Thickness-dependent interface rate in the silicon emission model

STATEMENT

In the silicon emission model of Kageshima, Shiraishi and Uematsu, a small fraction of the silicon atoms at the reacting Si/SiO2 interface is expelled into the oxide. The excess silicon that piles up there slows the interface reaction, and a thin oxide drains it through the outer surface.

Conventions. z is the distance from the interface into the oxide, x the oxide thickness and u = x/L. C(z) is the excess silicon concentration, C_I = C(0), and C0 its saturation value. C_O is the dissolved O2 concentration, taken uniform and equal to its solubility at the gas pressure P. The interface consumes k C_O molecules of O2 per area and time, and the oxide grows at v = k C_O/N1, with N1 the number of O2 molecules built into unit volume of oxide. The model assumes

(a) k = k0 (1 − C_I/C0),
(b) a silicon flux ν k C_O emitted into the oxide,
(c) diffusion with coefficient D_Si and oxidation at the volume rate κ C_O C, which define L = √(D_Si/(κ C_O)),
(d) an absorbing outer surface, C(x) = 0, and a quasi-steady profile.

Then

(1) k(x) = k0/[1 + g tanh(x/L)], g = ν k0 C_O L/(D_Si C0).

The thick-film value k∞ = k0/(1+g) sets the linear rate constant B/A = k∞ C_O/N1 ≡ v∞. The rate at zero thickness is v0 = (1+g) v∞. The relative excess rate is

(2) E(x) = k/k∞ − 1 = 2g e^(−2u)/[(1+g) + (1−g) e^(−2u)].

It starts at g with local decay length L/(1+g) and ends as [2g/(1+g)] e^(−2x/L). It is a single exponential only for g = 1. Reaction-limited growth from bare silicon obeys

(3) t(x) = [x + gL ln cosh(x/L)]/v0,

so that for x ≫ L the oxide runs ahead of the law x = v∞ t by

(4) Δx = gL ln 2/(1+g) < L ln 2.

With Henry's law, C_O ∝ P, and the other parameters independent of pressure,

(5) n = d ln(B/A)/d ln P = 1 − g/[2(1+g)], 1/2 < n < 1.

INPUTS FOR DRY Si(100) AT 900 °C AND 1 atm

Approximate typical values serve as given inputs: B/A = 0.2 nm/min, B = 50 nm²/min (so A = 250 nm for thick films) and N1 = 2.25×10²² cm⁻³. Here B = 2 D_O C_O/N1 is the parabolic constant of the Deal–Grove law x² + Ax = B(t + τ), with D_O the oxygen diffusivity in the oxide. The values g = 2 and L = 20 nm were chosen to reproduce typical thin-oxide behaviour, namely an early rate near three times B/A and an excess that fades over roughly 7 nm. All numbers below are therefore the model's, and the enhancement and decay length are no test of it. Two quantities are sought: the lead Δx and the time to grow 10 nm.

ESTIMATE BY HAND

On a bare surface the emitted silicon is oxidised at once, nothing blocks the interface, and the rate is three times the thick-film rate, 0.6 nm/min. The excess is 0.4 nm/min. The surface sink acts on the interface by a round trip: the silicon cloud falls by e^(−x/L) on the way out, and the hole that the surface cuts in it weakens by e^(−x/L) on the way back. The excess should then fade over L/2 = 10 nm.

The film crosses 10 nm at the ordinary 0.2 nm/min in 50 min. An excess of 0.4 nm/min lasting 50 min yields a lead of 20 nm, that is gL/2, which equals 100 min of thick-film growth.

For the 10 nm film the rate falls from 0.6 nm/min to 0.2 + 0.4/e ≈ 0.35 nm/min. The mean is about 0.5 nm/min and the time about 20 min.

CAREFUL CALCULATION

Profile. Assumptions (c) and (d) give D_Si C″ = κ C_O C, or C″ = C/L², with C(0) = C_I and C(x) = 0:

C(z) = C_I sinh((x − z)/L)/sinh(x/L).

The flux that leaves the interface is −D_Si C′(0) = (D_Si C_I/L) coth u. Setting it equal to ν k C_O gives

C_I/C0 = ν k C_O L tanh u/(D_Si C0) = g (k/k0) tanh u.

Inserting this in (a) gives k/k0 = 1 − g (k/k0) tanh u, which is linear in k and yields (1). The interface saturation is C_I/C0 = g tanh u/(1 + g tanh u), below one for any g, and 0.67 for a thick film with g = 2.

Excess. From (1), E = g(1 − tanh u)/(1 + g tanh u). With y = e^(−2u), tanh u = (1 − y)/(1 + y). The numerator becomes 2gy/(1+y) and the denominator [(1+g) + (1−g)y]/(1+y), which proves (2). The logarithmic slope is −d ln E/dx = (2/L)(1+g)/[(1+g) + (1−g)y], equal to (1+g)/L at y = 1 and to 2/L at y = 0. For the present inputs the local decay length grows from 6.7 nm to 10 nm, E falls to g/e at 7.6 nm, and the tail amplitude is 1.33 instead of 2.

x (nm) | k/k∞ from (1) | 1 + g e^(−2u) | 1 + [2g/(1+g)] e^(−2u)
0 | 3.00 | 3.00 | 2.33
5 | 2.01 | 2.21 | 1.81
10 | 1.56 | 1.74 | 1.49
20 | 1.19 | 1.27 | 1.18
40 | 1.02 | 1.04 | 1.02

Growth law. With dt/dx = (1 + g tanh u)/v0 and ∫ tanh u du = ln cosh u, integration from x = 0 gives (3). For large u, ln cosh u → u − ln 2, so t → x/v∞ − gL ln 2/v0. Multiplying by v∞ = v0/(1+g) gives x = v∞ t + Δx with Δx from (4):

Δx = 2 × 20 nm × 0.6931/3 = 9.24 nm, a time saving Δx/v∞ = 46 min.

For x = 10 nm, u = 0.5, ln cosh u = 0.1201, and t = (10 + 4.80)/0.6 = 24.7 min.

Pressure. L ∝ C_O^(−1/2), so g ∝ C_O L ∝ P^(1/2) and B/A ∝ P/(1+g). Differentiating the logarithm gives (5). The meaning appears in

1/v∞ = 1/v0 + ν N1 L/(D_Si C0),

two resistances in series. The first is the bare reaction, ∝ 1/P. The second is the removal of silicon, ∝ 1/√P. The exponent is their weighted mean, n = [1 + g/2]/(1+g), which is 0.67 at 1 atm. At 0.1 atm g = 0.63, L = 63 nm and n = 0.81. B/A there is 0.184 of its value at 1 atm, a mean exponent of 0.74 over the decade.

Oxygen gradient. This is the largest neglected term. Oxygen transport lowers the interface concentration by the fraction ε = 2xv/B, which from (1) is 0.12 at 10 nm and 0.19 at 20 nm. Let w = v/v0, a = g tanh u and b = 2x v0/B, with g and L taken at the surface concentration. The emitted flux is ν N1 v, so k/k0 = 1 − aw and w = (1 − aw)(1 − bw). To first order in b, 1/w = 1 + a + b/(1+a). The usual diffusion resistance b is divided by 1 + a because a slower reaction emits less silicon and unblocks itself.

The gradient also weakens the silicon sink near the interface. Write c″ = q c with c(0) = 1 and c(x) = 0. Integration by parts gives Y = −c′(0) = ∫(c′² + q c²) dz, which is stationary in c, so δY = ∫ δq c² dz. With δq = −ε(1 − z/x)/L² and a ∝ 1/Y, the result is δa/a = εη, where

η(u) = J/(u sinh u cosh u), J = ∫₀ᵘ s sinh² s ds = (u sinh 2u)/4 − (cosh 2u − 1)/8 − u²/4.

At u = 0.5, η = 0.056, and η → 1/2 for thick films. Since ε = b/(1+a) at this order,

(6) dt/dx = (1+a)/v0 + (2x/B)(1 + aη)/(1+a).

For thick films the last factor tends to (1 + g/2)/(1+g) = n, as it must when the interface rate goes as the nth power of the local oxygen concentration. Integrated to 10 nm, the second term adds 1.3 min, against x²/B = 2 min in plain series addition, and the total is 26 min. The lead (4) is defined within reaction-limited growth and collects contributions over x ≲ L, where ε reaches the values above. It supports "about 9 nm" and no further figure.

Oxide drift and emitted silicon. Take, for illustration, ν = 0.01. The emitted atoms, once oxidised, change the growth rate and the oxygen flux by a fraction of order ν, one per cent. With v0 = 1.0×10⁻⁹ cm/s, g = 2 requires D_Si C0 = ν N1 v0 L/g = 2.25×10⁵ cm⁻¹ s⁻¹. Seen from the interface, the oxide moves outward at v and carries silicon with it. For a thick film, D_Si C″ − vC′ − D_Si C/L² = 0 has the decaying solution e^(−λz) with λL = √(1 + p²/4) − p/2, and the total flux (D_Si λ + v) C_I turns g into g/[p/2 + √(1 + p²/4)]. Here p = v∞L/D_Si = [g/(1+g)] C0/(ν N1). An assumed C0 = 10¹⁹ cm⁻³ gives p = 0.030 and lowers g by 1.5 per cent at fixed v. An assumed C0 = 10²⁰ cm⁻³ gives p = 0.30 and 14 per cent. The same p is the ratio of the relaxation time L²/D_Si to the growth time L/v∞, so the quasi-steady result needs C0 ≪ ν N1.

WHY THE TWO DIFFER

The lead. The estimate gave 20 nm and the calculation 9.24 nm, a ratio of 2.16. In general the ratio is (gL/2)/Δx = (1+g)/(2 ln 2). The lead is v∞ times the time saved,

Δx = v∞ ∫ (1/v∞ − 1/v) dx = ∫ E/(1+E) dx,

whereas the estimate amounts to ∫ E dx with E = g e^(−2u). Two separate replacements connect them.

The first is dwell time. A film that grows faster leaves the enhanced zone sooner. The estimate let it linger for 50 min at the slow rate while collecting the excess. Each nanometre can at most be crossed in zero time, so it adds less than one nanometre to the lead however large E is. Keeping the single exponential and restoring the factor 1/(1+E) gives ∫ g e^(−2u)/(1 + g e^(−2u)) dx = (L/2) ln(1+g) = 10.99 nm, a reduction by 1.82.

The second is the shape of the decay. The round-trip argument gets the exponent of the tail right, but it joins that tail to the initial value g. For x ≪ L oxidation inside the film hardly matters. Silicon leaves by plain diffusion across x, the blocking grows linearly, and k ≈ k0/(1 + gx/L) falls on the scale L/g. For g > 1 the true excess therefore lies below the single exponential at every x > 0, as the table shows. This lowers 10.99 nm to 9.24 nm, a factor 1.19. The product 1.82 × 1.19 recovers the ratio, and dwell time carries most of it.

The balance depends on g. At g = 1 the shape is exact and the ratio is 1/ln 2 = 1.44, all from dwell time. As g → 0 dwell time drops out, but E → g(1 − tanh u) has a tail twice as high as g e^(−2u), and the estimate is low, with ratio 0.72. The two agree at g = 2 ln 2 − 1 = 0.39. For large g the estimate grows without limit while (4) saturates at L ln 2 = 13.9 nm, a bound that 20 nm already exceeds.

The time to 10 nm. Here the estimate is short, 20 min against 26 min, a factor 1.3, and every correction has the same sign. Integrating dx/v for the single exponential gives 22.6 min, an effective mean rate of 0.44 nm/min. The endpoint average was too high because the curve is convex, because time weights the slow part, and because of rounding up to 0.5. The faster early decay of (2) raises the time to 24.7 min, and the oxygen gradient, absent from the estimate, to 26 min. The gap is smaller than for the lead because the rate over the first 10 nm is confined between v∞ and v0, while the lead depends on the excess alone.

In Deal–Grove form the lead corresponds to Bτ = AΔx, and to a fictitious initial thickness x_i from x_i² + A x_i = AΔx, which gives the model's x_i = 8.9 nm. As typical knowledge and not as a measurement, about 25 nm is commonly used for dry oxidation, so the model's figure with these inputs is lower by a factor of about 2.8. The model starts from bare silicon, omits the very fast growth of the first one or two nanometres, and refers its lead to the input B/A, whereas a fitted x_i shifts with the A and B fitted beside it.